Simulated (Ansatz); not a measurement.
**Ti3O4: energy along a strain**

Ti3O4, I4/mmm, a = 4.124 Å, c = 8.158 Å. The structure is a Materials Project entry; whether it is the stable form wasn't checked. Ansatz: r2SCAN, PAW, 500 eV, Γ-centred 14×14×14 mesh on 7 atoms, Gaussian smearing 0.15 eV; no spin polarisation. Cell vectors (Å): -2.062 2.062 4.079; 2.062 -2.062 4.079; 2.062 2.062 -4.079. The cell is strained by x per cent times the pattern (1 0 0 0 0 0) in the order xx yy zz yz xz xy (engineering shears), with fractional coordinates held. y is the free energy over the start, V0 = 9.912 Å³/atom.

| x (%) | y (meV/atom) |
| --- | --- |
| -2.00 | ? |
| -1.00 | 1.79 |
| 0.00 | 0.00 |
| 0.50 | 0.40 |
| 1.50 | 3.57 |
| 2.00 | 6.25 |

Task: Fit y = c1 x + c2 x² + c3 x³ to the other rows, get the stiffness along the pattern, and predict the missing energy.

Result: Least squares on the rows shown. y = −0.03328 x + 1.698 x² − 0.05920 x³. The clamped-ion stiffness p·C·p = 2 × 16.98 eV × 160.2 / 9.912 Å³ = 549 GPa, which is C11 in these axes; c1 is there for the stress left in the start, which by itself gives a slope of -0.02 meV/atom per %. At x = -2.00 the fit asked for gives 7.33 meV/atom. The run gave 7.38 meV/atom, so the fit is 0.05 meV/atom too low, a small miss on the scale of the series. The form still works here, 33 % of the fitted range beyond its end.

Spin polarisation was left out, and a magnetic state may lie lower.

Cost: 6 runs of about 6.6 core-minutes in all, on Intel Xeon 6975P-C (Granite Rapids) (shared hosts).

Compressing Ti3O4 along x costs more than stretching it by the same amount: 7.38 against 6.25 meV/atom at the two ends of the series. This is the usual anharmonicity of a bonded solid, as closed-shell repulsion between Ti and O rises steeply on shortening while the bonding attraction weakens on extension. The negative cubic term expresses the same asymmetry, and the energy withheld from the fit confirms its sign.

The cell shape and composition suggest a rocksalt-derived lattice with ordered Ti vacancies. In that case the strain acts directly on Ti–O bonds lying along the axis, which would help explain the large stiffness of 549 GPa. Ionic attraction and Ti 3d–O 2p covalency both probably contribute, but the energies can't separate them. Because the atoms can't shift within the strained cell, this value is an upper bound on the relaxed-ion C11 for the same electronic state, and vacancies may leave neighbouring atoms appreciable room to relax. A positive curvature along this one strain doesn't establish elastic stability, which also depends on the shear and coupling constants.
